The 3d5/2 row looks wrong. Second order moves this level of Gd⁵¹⁺ by −40.2 eV from its Koopmans value, where EOM-CCSD moves it by +1.8 eV. The sizes to remember for this ion are these. Binding energies are 2.4 to 4.7 keV. Smooth correlation adds 1 to 3 eV. Mixing with a nearby excited configuration shifts a level by up to about 10 eV, and a misplaced pole of second order costs tens of eV. The missing Breit and QED terms are expected to reach several eV, as much as the smooth correlation or more.

Binding energies of an electron added to closed-shell Gd52+ ([Ne] 3s2), from PySCF 2.14.0: Koopmans' theorem, second-order self-energy and EOM-EA-CCSD (1s2 frozen, 56 virtual spinors kept, cut corrected in second order). All use a two-component X2C-1e GHF reference with screened-nucleus spin-orbit coupling, a Gaussian nucleus and an even-tempered 18s14p6d4f basis.

```tsv
level	Koopmans (eV)	second order (eV)	EOM-CCSD, corrected (eV)	EOM-CCSD less Koopmans (eV)	one-particle weight
3p1/2	4695.786	4697.619	4697.049	1.264	0.99643
3p3/2	4509.018	4511.574	4511.663	2.644	0.99456
3d3/2	4322.351	4336.099	4316.060	-6.291	0.81713
3d5/2	4280.950	4240.721	4282.764	1.814	0.93828
4s1/2	2575.476	2577.826	2578.021	2.544	0.99380
4p1/2	2523.727	2526.169	2526.448	2.721	0.99254
4p3/2	2449.480	2452.587	2443.935	-5.545	0.53631
```

In each row an electron is added to closed-shell Gd⁵²⁺ in the shell named (n, l, j); 3p1/2 is the ground state of Gd⁵¹⁺ and the others are excited. A larger binding energy B means a lower level. The one-particle weight is the share of the EOM root that is still "closed shell plus one electron in that spinor". EOM-CCSD serves as yardstick throughout, so an error below is a distance from that column within one Hamiltonian, not from experiment.

**Clean levels**

Four rows (3p1/2, 3p3/2, 4s1/2, 4p1/2) have weights above 0.99. Koopmans underbinds them by 1.26 to 2.72 eV, at most 0.11 % of B. The sign is standard: the frozen core cannot relax or polarise around the added electron, and both responses lower the energy. The smallness is standard too. B grows as the square of the ion charge, whereas a correlation shift is a squared repulsion integral over an excitation energy. The integral grows about linearly with charge, the excitation energy linearly (within a shell) or as the square (between shells), so the shift grows at most about linearly and falls far behind B. Second order sums exactly such terms and lands within 0.57 eV of EOM-CCSD in all four rows.

The largest of these misses is the ground level, which also has the smallest shift, 1.26 eV against 2.64 eV for 3p3/2. Theory supplies a reason: the core gains energy from the low-lying pair excitation 3s² → 3p1/2², and an electron in 3p1/2 blocks it. That loss works against relaxation and polarisation; an electron in 3p3/2 blocks only half of the higher-lying excitation 3s² → 3p3/2² and loses less. A low-lying excitation is where higher orders count most. How much of the difference this explains the numbers do not say. The practical effect is visible, though. Every excitation energy from the ground level inherits the miss, so for the three clean upper levels second order only about halves the Koopmans error, from 1.3–1.5 eV to 0.66–0.85 eV.

The EOM column was computed in a cut virtual space and patched in second order. The same run gives that patch as 0.35 to 0.39 eV for 3p and 4s, about 0.7 eV for 3d and 1.3 to 1.4 eV for 4p. For 4p1/2 it is half of the whole shift, so part of the agreement with second order is built in, and the order of the shifts of 3p3/2, 4s1/2 and 4p1/2 is not resolved.

**Why second order fails for 3d**

Second order couples the added electron to states with two electrons in empty spinors a, b and a hole in the core. Each contributes a shift V²/(B − P), with V the coupling and P = B(a) + B(b) − B(hole) the binding of that state built from bare orbital energies. A state just less bound than the level pushes B up, one just more bound pushes it down, and the term diverges at B = P.

The known neighbour of 3s²3d is 3s3p², with the same parity and J. The two second-order shifts, +13.7 eV for 3d3/2 and −40.2 eV for 3d5/2, have opposite signs. If one pole 3s⁻¹3p1/2 3p3/2 dominates both and the sum is taken at the Koopmans energy, it lies between the two levels, which requires a 3s binding between 4882 and 4924 eV. The ionisation energy of Gd⁵²⁺, roughly 4.9 keV as a rough recalled value, is compatible but too coarse to test that window. One common V then gives P near 4290 eV and V of 19 to 20 eV. That is two unknowns from two numbers, a solution and no test.

The bare pole is in the wrong place. It omits the attraction of each of the two electrons to the 3s hole, offset in part by their mutual repulsion; two attractions against one repulsion leave the real state more bound. EOM-CCSD includes these terms and diagonalises, so the pole moves and the divergence becomes a finite repulsion of levels. Once the partner is more bound than 3d3/2, its own contribution to the shift turns negative, and the table has −6.29 eV in total.

A two-level model puts sizes on this. Let the unmixed level sit at B₀ = Koopmans + b, with b the smooth shift taken from the clean rows (1.26 to 2.72 eV), and couple by V to one partner. The root with weight w = cos²θ is displaced by |s| = V tanθ, where s is the EOM shift less b, and the other root lies V cotθ on the far side. Hence V = |s|√(w/(1−w)), and the unmixed gap is |s|(2w−1)/(1−w). For 3d3/2 with b = 2.72 eV: s = −6.29 − 2.72 = −9.01 eV; dividing the weight by the clean mean gives w = 0.8171/0.9943 = 0.8218; V = 9.01 × √(0.8218/0.1782) = 19.4 eV; the gap is 9.01 × 0.6436/0.1782 = 32.5 eV, so the partner is at 4322.4 + 2.7 + 32.5 ≈ 4358 eV. This inverts the row and does not predict it. Two things can still be compared: V (16 to 19 eV over the range of b) is close to the second-order value, and the partner lies 60 to 68 eV more bound than the bare pole, the direction argued above.

The model fails when carried to 3d5/2, which was not used to fix it. With the same V and partner it gives a weight of 0.94 to 0.95 against 0.938, but a shift of −2.0 to −2.4 eV against +1.81 eV. The weak assumption is the shared partner position. Exchange with the single 3s electron binds the J = 5/2 state of 3s3p1/2 3p3/2 more strongly than the J = 3/2 one, which puts it further from 3d5/2 and weakens its push. The configuration 3s3p3/2² supplies a second partner on the less bound side for both J; its J = 5/2 state is again the more bound one and lies nearer to 3d5/2, so it pushes back harder there. The table does not give the size of either push. The lesson is that the ordinary-looking shift of 3d5/2 probably hides a cancellation, and the 0.55 eV Koopmans error in its excitation energy should be counted as luck.

**The failure without a warning**

For 4p3/2 second order gives +3.11 eV, much like +2.44 eV for 4p1/2, yet it is 8.65 eV from the EOM root, whose weight is 0.536. The fine structure shows which number is the odd one. Spin-orbit splitting of penetrating orbitals of one l scales as n*⁻³, with n* = 52√(Ry/B) and Ry the Rydberg energy. With no fitted constant this gives a 3p/4p ratio of 2.52, met within 0.1 % by Koopmans and 0.5 % by second order, while EOM-CCSD is 10.9 % low. The EOM 4p splitting of 82.5 eV therefore holds some 8 to 9 eV that is not spin-orbit. The virtual-space patch cannot be the cause, being nearly equal for the two 4p levels.

The two-level inversion gives V of 7 to 9 eV and an unmixed gap of only about 1 eV: an almost exact degeneracy that shares the 4p3/2 character between two roots. The partner is a guess. Among odd 3s-hole states with one n = 4 electron, 3s3p1/2 4s has the most bound bare pole, near 2356 eV, over 90 eV short of 4p3/2. From that distance second order feels only about 1 eV; a move of 95 to 98 eV by the particle-hole attraction would bring the state into resonance. Second order thus gives a sensible unmixed level that is not an eigenstate. The EOM value is itself least secure here and next for 3d3/2, since states with much two-particle-one-hole character are described only to low order, and near resonance an error in the partner's position passes about half into the root.

**What to run**

For binding energies to 0.3 %, Koopmans suffices in all seven rows; its worst error is 0.23 % of B. It costs one SCF, formally N⁴ in basis size. Its gaps also show where poles may fall, if the 3s orbital energy is read from the same run.

For excitations within n = 3, the same eV count against a few hundred. Koopmans is off by 0.75 % for 3p3/2 and 2.0 % for 3d3/2; second order by 0.36 %, 5.1 % and, for 3d5/2, 10.3 %. Second order improves all four clean rows and is further from EOM-CCSD than Koopmans in all three mixed ones. After an N⁵ integral transformation it needs only a sum over o·v² terms per level (o correlated electrons, v virtual spinors). It is worth having only where mixing has been excluded, and a normal-looking shift does not exclude it.

The ground-state CCSD step on which EOM-CCSD rests scales as o²v⁴ per iteration (the search for the added-electron roots as o·v⁴), formally some 3 × 10⁴ times that sum for o = 10 and v = 56, though the transformation narrows the real gap. The chief return of EOM-CCSD is the weight. The cut matters for cost: 236 spinors less 12 occupied and 54 dropped leave 170, and (170/56)⁴ ≈ 85. Where the weight falls much below 0.99, the neighbouring roots should be found as well and the partner treated at higher excitation level or by multireference CI.

Below a few eV, better correlation alone does not bring the levels closer to the real ion. The QED scale α(Zα)⁴mc²/(πn³) is about 1 eV for n = 4 and 2 eV for n = 3, times a factor near 2 for s levels and well below 1 for p levels. In the table it touches 4s directly, but it also raises 3s, and since every mixing partner has a 3s hole it moves the partners by a few eV, enough to change the weight of 4p3/2. Breit terms gain on the electron repulsion roughly as (Zα)² and can also rival the correlation shifts here; neither was computed. The screened-nucleus spin-orbit factors enter all columns alike, so they largely drop out of the steps for the clean rows; they remain in the splittings themselves and, through them, in the pole and partner positions that set the mixed rows.

For a neighbouring ion of the sequence the clean shifts should stay at a few eV. The mixed rows will not carry over: electrostatic gaps within n = 3 grow about linearly with Z and relativistic ones about as Z⁴, so a resonance as narrow as that of 4p3/2 should detune within a few units of charge and may appear in another level. The output below gives the row-by-row differences and both ends of the range of b.

The analysis program printed:

```
rounding floor: 0.001 eV on a difference; energies in eV
level weight n*(Koop) 2nd-Koop EOM-Koop (% of B) 2nd-EOM cut-corr cut/|corr|
3p1/2 0.996 2.799 +1.833 +1.264 (+0.027%) +0.570 0.386 0.31
3p3/2 0.995 2.856 +2.556 +2.644 (+0.059%) -0.089 0.350 0.13
3d3/2 0.817 2.917 +13.748 -6.291 (-0.146%) +20.039 0.717 0.11
3d5/2 0.938 2.932 -40.229 +1.814 (+0.042%) -42.043 0.685 0.38
4s1/2 0.994 3.780 +2.350 +2.544 (+0.099%) -0.195 0.379 0.15
4p1/2 0.993 3.818 +2.442 +2.721 (+0.108%) -0.279 1.391 0.51
4p3/2 0.536 3.875 +3.107 -5.545 (-0.227%) +8.652 1.340 0.24
clean: |Koop-EOM| mean 2.29 max 2.72; |2nd-EOM| mean 0.28 min 0.09 max 0.57
mixed: |Koop-EOM| mean 4.55 max 6.29; |2nd-EOM| mean 23.58 min 8.65 max 42.04
excitation from 3p1/2: Koop / 2nd / EOM, error vs EOM of Koop, 2nd
3p3/2 186.77 / 186.05 / 185.39  +1.38 (+0.75%) +0.66 (+0.36%)
3d3/2 373.44 / 361.52 / 380.99  -7.55 (-1.98%) -19.47 (-5.11%)
3d5/2 414.84 / 456.90 / 414.28  +0.55 (+0.13%) +42.61 (+10.29%)
4s1/2 2120.31 / 2119.79 / 2119.03  +1.28 (+0.06%) +0.76 (+0.04%)
4p1/2 2172.06 / 2171.45 / 2170.60  +1.46 (+0.07%) +0.85 (+0.04%)
4p3/2 2246.31 / 2245.03 / 2253.11  -6.81 (-0.30%) -8.08 (-0.36%)
splittings 3p 3d 4p; ratio 3p/4p against (n*4p/n*3p)^3; bare (4/3)^3 = 2.370
Koop 186.77 41.40 74.25; ratio 2.515 model 2.518 dev -0.1%; 4p scaled from 3p 74.17
2nd 186.05 95.38 73.58; ratio 2.528 model 2.516 dev +0.5%; 4p scaled from 3p 73.95
EOM 185.39 33.30 82.51; ratio 2.247 model 2.522 dev -10.9%; 4p scaled from 3p 73.51
background: clean weight 0.9943, b from 1.264 to 2.721
pole between the 3d levels needs B(3s) in 4882..4924
-- b = 1.26
two-level 3d3/2: s -7.56 V 16.2 unmixed gap +27.3 partner 4351
two-level 3d5/2: s +0.55 V 2.3 unmixed gap -8.7 partner 4274
two-level 4p3/2: s -6.81 V 7.4 unmixed gap +1.2 partner 2452
3d5/2 from 3d3/2 V, partner: corr -2.38 (table +1.81), weight 0.947 (table 0.938)
2nd-order common pole P 4291 V 19.9 B(3s) 4914; EOM partner - P +60
guess 3s3p1/2 4s: bare pole 2357, 92 from 4p3/2, shift V2/gap +0.6; EOM partner - pole +95
-- b = 2.72
two-level 3d3/2: s -9.01 V 19.4 unmixed gap +32.5 partner 4358
two-level 3d5/2: s -0.91 V 3.7 unmixed gap +14.3 partner 4298
two-level 4p3/2: s -8.27 V 8.9 unmixed gap +1.4 partner 2454
3d5/2 from 3d3/2 V, partner: corr -2.04 (table +1.81), weight 0.938 (table 0.938)
2nd-order common pole P 4289 V 19.1 B(3s) 4915; EOM partner - P +68
guess 3s3p1/2 4s: bare pole 2356, 94 from 4p3/2, shift V2/gap +0.9; EOM partner - pole +98
2nd-order shift 4p3/2 less 4p1/2: +0.665
QED scale alpha(Z alpha)^4 mc2/(pi n^3), n=4: 0.9 (order only); (Z alpha)^2 0.22
cost: o=10, v kept 56, uncut 170 (inferred); o2v4/ov2 = ov2 = 31360; (uncut/kept)^4 = 85
```
